A process engineer wants the band gap of cubic boron nitride as an insulating layer, and a colleague offers six levels of theory that all contain exact exchange. The atoms sit at the same positions in every row, so the gaps differ through the electronic method and not through the structure. The two r2SCAN hybrids also use a higher wave cutoff, whose effect on the gap was not tested. The band gap runs from the valence top at Γ to the conduction edge at X; the least direct gap keeps the wavevector unchanged.

Ansatz 0.2.0, plane-wave hybrid-functional and Hartree-Fock calculations with PAW potentials for cubic BN (2-atom cell) at the r2SCAN geometry. All runs are spin-unpolarised, without spin-orbit coupling, and use an 8×8×8 k mesh and fixed occupations. Each gap is the smallest found over the mesh and the high-symmetry k points.

| functional | wave cutoff | band gap (eV) | least direct gap (eV) |
| --- | --- | --- | --- |
| DDH-PBE0 | 420 eV | 6.282 | 11.025 |
| HSE06 | 420 eV | 5.794 | 10.592 |
| Hartree-Fock | 420 eV | 13.734 | 19.437 |
| PBE0 | 420 eV | 6.558 | 11.357 |
| r2SCAN0 | 500 eV | 6.886 | 11.806 |
| r2SCANh | 500 eV | 5.751 | 10.470 |

Exact exchange is the exchange energy evaluated with the orbitals themselves, as in Hartree-Fock. PBE0 and r2SCAN0 mix in 25 % of it and r2SCANh 10 %. HSE06 also takes 25 %, but only at short range. DDH-PBE0 sets the fraction to 1/ε∞, where ε∞ is the electronic dielectric constant of the crystal, here taken from PBE; the value used is not printed.

**(a) HSE06 and PBE0 differ only in the long-range tail of exact exchange. Estimate what this tail does to the gap, and compare the result with the table.**

*Solution.* Exact exchange acts between an electron and the filled states. Its long-range part varies slowly in space, so it connects only Bloch states with nearly equal wavevectors. Such states overlap strongly if they belong to the same band and hardly at all if they belong to different bands. A filled state therefore finds a partner, namely its own filled band, and is lowered; an empty state finds none and stays where it is.

The size of the lowering follows from the long-range interaction erf(ωr)/r, where ω sets the distance at which the tail takes over. Summed over all small wavevector differences, it gives its value at r = 0, which is 2ω/√π in atomic units. With a mixing fraction a, each filled state goes down by a·2ω/√π. HSE06 is commonly defined with a = 0.25 and ω ≈ 0.11 per bohr, so that

gap opening ≈ 0.25 × 2 × 0.11/√π hartree ≈ 0.031 hartree ≈ 0.84 eV.

The table gives 6.558 − 5.794 ≈ 0.76 eV, so the estimate is about a tenth too large relative to the computed step. An error of this sign is plausible, because the overlap within one band falls below one as the wavevectors move apart. The k mesh may also contribute, since unscreened exchange converges slowly with it; that was not tested here.

The argument makes a second prediction: the tail should not care where in the Brillouin zone the empty state lies. The direct gap indeed grows by almost exactly as much as the indirect one. To this extent the tail acts like a rigid shift between filled and empty bands.

The band edges of the same runs show how the opening is shared. PBE0 puts the valence top 0.38 eV lower than HSE06 and the conduction edge 0.38 eV higher. The empty states rise because the exact tail replaces a semilocal one, whose potential had pulled filled and empty states down alike. That pull is about half the exact lowering. The exchange energy counts each pair of electrons once, so per electron it is only half the lowering of a filled state. For the tail this energy per electron hardly depends on the density, and the semilocal potential then has the same value. Removing it raises all states by half the gap opening, and the filled ones still end up lower.

**(b) How much exact exchange suits this crystal? Use the two r2SCAN hybrids to predict the gap of DDH-PBE0.**

*Solution.* In a solid the other electrons screen the interaction between distant charges and reduce it to 1/ε∞ of its bare strength. For cubic BN ε∞ is roughly 4.5, so about 22 % of the long-range exchange should survive. PBE0 is close to this with its fixed 25 %, whereas HSE06 keeps none of the tail. This is the theoretical reason to distrust the small HSE06 gap in a wide-gap insulator.

The same argument explains the failure of Hartree-Fock. It uses the full bare exchange and has no correlation to screen it, which pushes filled and empty states far apart. Its gap of 13.7 eV is about twice that of PBE0.

The effect of the fraction can be read from r2SCANh and r2SCAN0, which share the same semilocal family and cutoff. Going from 10 % to 25 % widens the gap by 1.14 eV, or 0.076 eV per percentage point. The direct gap widens more, by 1.34 eV. This time the short-range part changes too, and it depends on the shape of each orbital, so the empty states at Γ and X need not move together.

DDH-PBE0 should lie below PBE0 by the difference between 25 % and 22.2 %, which is 2.8 percentage points:

gap ≈ 6.56 − 2.8 × 0.076 ≈ 6.35 eV.

The computed gap is 6.28 eV, and this row played no part in setting the slope. The miss of 0.07 eV is small against the gap but is a quarter of the step from PBE0 that was to be predicted. A slope taken between PBE0 and Hartree-Fock comes closer, yet that does not make it the better model. If ε∞ were 4.7 instead of 4.5, the fraction would drop by about one percentage point and the miss would nearly vanish with the first slope.

The straight line should not be carried far. Extended from the two r2SCAN hybrids to 100 %, it ends 1.2 eV below the Hartree-Fock gap. Hartree-Fock differs from them in more than the fraction, since it also leaves out correlation. The line serves for small changes around a usual hybrid. The printed analysis after this text lists both slopes and their misses.

**(c) Which level should the engineer choose, and what does it cost?**

*Solution.* The measured gap is roughly 6.4 eV. The vibrations of the atoms, present even at absolute zero, lower it by a few tenths of an eV, and the calculations with fixed atoms leave this out. The proper target for the table is therefore somewhat higher than the measured gap. HSE06 and r2SCANh, already about 0.6 eV below the measured value, then fall short by still more.

If an error of about 1 eV is acceptable, for instance to sort insulators from semiconductors, each level except Hartree-Fock will do, though the two lowest gaps may miss the target by about that much. HSE06 and r2SCANh agree within 0.05 eV, but their agreement is no sign of accuracy. HSE06 drops the tail of exact exchange, whereas r2SCANh has a smaller fraction at all distances and a different semilocal part. These differences happen to lead to nearly the same gap.

If the gap must be right to about 0.3 eV, the choice of hybrid matters. DDH-PBE0, PBE0 and r2SCAN0 follow each other in steps of 0.28 and 0.33 eV, as large as the tolerance itself. PBE0 is a sensible start for this crystal, because its fraction is close to the one that screening asks for and no dielectric constant has to be found first. With a target a few tenths of an eV above the measured gap, DDH-PBE0 falls further short than PBE0, while the choice between PBE0 and r2SCAN0 stays open. The lowering by vibrations is itself about as large as the tolerance, so it has to be calculated too. For an accuracy of 0.1 eV the k mesh and cutoff must also be tested.

The choice is easier if only the distance between the direct and the indirect gap is needed. HSE06 and PBE0 both give 4.80 eV, as expected from a tail that shifts the two gaps equally. The other three density-functional hybrids stay within about 0.12 eV of this value. Hartree-Fock, at 5.70 eV, is again the exception.

A smaller fraction of exact exchange saves no work, because the fraction merely multiplies a term that has to be computed anyway. Cutoff and k mesh do matter. Going from 420 to 500 eV adds about 30 % more plane waves. Going from 8 to 10 k points along each direction nearly quadruples the number of k-point pairs in the exchange term, if symmetry is ignored. HSE06 can save work here, since exchange without a tail generally needs a less dense mesh, while DDH-PBE0 requires a dielectric constant in addition.

The advice changes with the screening of the material. Silicon has a dielectric constant of about 12, so only about 8 % of the long-range exchange should survive there. That is closer to the zero of HSE06 than to the 25 % of PBE0. For a new material, a rough dielectric constant thus shows which of the two treats distant exchange more suitably.

Output of the analysis:

```
Gaps in eV:
           row    gap  direct gap  direct less indirect  gap less rough measured 6.4
      DDH-PBE0  6.282       11.03                 4.743                       -0.118
         HSE06  5.794       10.59                 4.798                       -0.606
  Hartree-Fock  13.73       19.44                 5.703                        7.334
          PBE0  6.558       11.36                 4.799                        0.158
       r2SCAN0  6.886       11.81                  4.92                        0.486
       r2SCANh  5.751       10.47                 4.719                       -0.649
PBE0 less HSE06, indirect gap, eV: 0.764
PBE0 less HSE06, direct gap, eV: 0.765
PBE0 less HSE06, valence top, eV: -0.3828
PBE0 less HSE06, conduction edge, eV: 0.3814
Estimated gap opening by the long-range tail, eV: 0.8444
Estimated shift of each edge (half of it), eV: 0.4222
Estimate over computed gap opening, ratio: 1.105
r2SCAN0 less r2SCANh, indirect gap, eV: 1.135
r2SCAN0 less r2SCANh, direct gap, eV: 1.336
Indirect gap per percentage point of exchange, r2SCAN pair, eV: 0.07567
Indirect gap per percentage point, PBE0 to Hartree-Fock, eV: 0.09568
Hartree-Fock less PBE0, indirect gap, eV: 7.176
r2SCAN line extended to 100 percent, less Hartree-Fock gap, eV: -1.173
PBE0 less DDH-PBE0, indirect gap, eV: 0.276
PBE0 less DDH-PBE0, direct gap, eV: 0.332
DDH-PBE0 gap predicted with r2SCAN slope, eV: 6.348
Miss of that prediction, eV: 0.06581
DDH-PBE0 gap predicted with Hartree-Fock slope, eV: 6.292
Miss of that second prediction, eV: 0.01022
r2SCAN0 less PBE0, indirect gap, eV: 0.328
HSE06 less r2SCANh, indirect gap, eV: 0.043
Plane waves at 500 eV over those at 420 eV, ratio: 1.299
Pairs of k points, mesh 10 over mesh 8, no symmetry, ratio: 3.815
```
